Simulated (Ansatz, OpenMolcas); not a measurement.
## Exact exchange and the HOMO–LUMO gap of B3H3O3

The species is B3H3O3 (9 atoms), meant as a singlet with charge 0. SMILES: `B1OBOBO1`. The coordinates come from a PBE0-D4/def2-TZVP relaxation. This is one conformer, not always the lowest.

The HOMO–LUMO gap y, in eV, basis 6-31G(d); a is the functional's share of exact exchange. Programs: Ansatz 0.2.0, OpenMolcas 26.06.

| functional | program | a | y (eV) |
| --- | --- | --- | --- |
| revPBE | Ansatz | 0 | 6.52 |
| TPSS | OpenMolcas | 0 | 6.83 |
| B3LYP | Ansatz | 0.2 | 8.72 |
| r2SCAN0 | Ansatz | 0.25 | 9.76 |
| PBE0 | Ansatz | 0.25 | ? |
| BHLYP | Ansatz | 0.5 | 12.03 |

Task: Fit y = c + s·a to the known rows and predict PBE0.

Result: 
1. Means of the 5 rows: a = 0.1900, y = 8.772.
2. Σ(Δa)² = 0.172, Σ(Δa·Δy) = 1.8656, so the slope is 1.8656/0.172 = 10.847.
3. Intercept: 8.772 − (10.847) × 0.1900 = 6.711. The largest residual of the fit is 0.34.
4. PBE0: 6.711 + (10.847) × 0.25 = 9.42 eV.

The run gave 9.22 eV, so the prediction is off by +0.20 eV, within the largest residual. Exact exchange lowers occupied levels and raises empty ones.

The gap of boroxine widens with every increase in exact exchange, but the fraction alone does not fix it. At equal fractions, the meta-GGA-based functional gives the larger gap both times: TPSS lies above revPBE, and r2SCAN0 above PBE0. The GGA-based functionals, PBE0 included, all fall below the fitted line, so the overestimate for PBE0 probably reflects the semilocal part of the functional rather than a nonlinear response to exchange.

The slope arises because nonlocal exchange acts differently on filled and empty orbitals. An occupied orbital gains exchange stabilisation that includes cancellation of its own Coulomb repulsion, whereas an empty one feels the repulsion of all the electrons without that cancellation. The gap is wide with every functional, as expected for a ring with strongly polar B–O bonds, where the filled levels are mainly oxygen-based and the low-lying empty π levels have large boron character. The fit describes orbital energy differences and does not establish which functional comes closest to the fundamental or the optical gap.
